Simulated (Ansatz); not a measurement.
# Mg₃Zn: the change of energy above lowest point with volume scale

Results calculated with Ansatz 0.2.0, not measured. Free energy against uniform scaling of the volume at fixed shape and fractions; periodic cell, basis, potentials, k mesh and filling as listed.

The cell before it is scaled or strained (space group Fm-3m, No. 225):
```
CELL_PARAMETERS angstrom
0.00000 3.43370 3.43370
3.43370 0.00000 3.43370
3.43370 3.43370 0.00000
ATOMIC_POSITIONS crystal
Mg 0.50000 0.50000 0.50000
Mg 0.25000 0.25000 0.25000
Mg 0.75000 0.75000 0.75000
Zn 0.00000 0.00000 0.00000
```

Settings of every row: functional PBEsol; dispersion none; potentials PAW; wave cutoff 462.59 eV; density cutoff 1850.4 eV; k mesh 6x6x6; k shift 0x0x0; occupations gaussian; smearing width 0.1 eV; spin none.

Limits: coarse k mesh, up to 40 meV an atom off; the cell comes from a prototype or a list of computed structures and needn't be the stable phase.

```csv
row,volume scale,V (Å³/atom),energy above lowest point (meV/atom)
1,0.92,18.623,6.2
2,0.9467,19.163,0.8
3,0.9733,19.702,0
4,1,20.242,?
5,1.0267,20.783,9.4
6,1.0533,21.321,18.6
7,1.08,21.862,30
```

Question: what energy above lowest point should row 4 give?

Worked fit of energy above lowest point. Take u = (V_r/V)^(2/3) − 1 with V_r = 20.242 Å³ an atom, which is twice the finite (Eulerian) strain; such expansions in the strain, on which the Birch-Murnaghan equation of state is built, carry the rest volume and the bulk modulus. The shown rows have u = 0.05715, 0.03719, 0.01819, -0.01743, -0.03403, -0.05003. Least squares give energy above lowest point = 3.07 − 270.7 × u + 5514 × u² + 3169 × u³ meV/atom; a parabola predicts inner rows, each left out in turn, worse (root mean square 0.17 against 0.079 meV/atom). The rows lie off it by 0.0, 0.0, 0.0, 0.0, 0.1, 0.0. Its lowest point lies at u = 0.0240, or V = 19.53 Å³ an atom, and the curvature there gives the bulk modulus at fixed shape and fractions, B = (4/9)(1 + u)² E″(u)/V = 43.9 GPa. The withheld row has u = 0, so the fit gives 3.07 − 270.7 × (0) + 5514 × (0)² + 3169 × (0)³ = 3.1 meV/atom.

The calculation gave 3.1 meV/atom. The fit meets it to the printed digit.
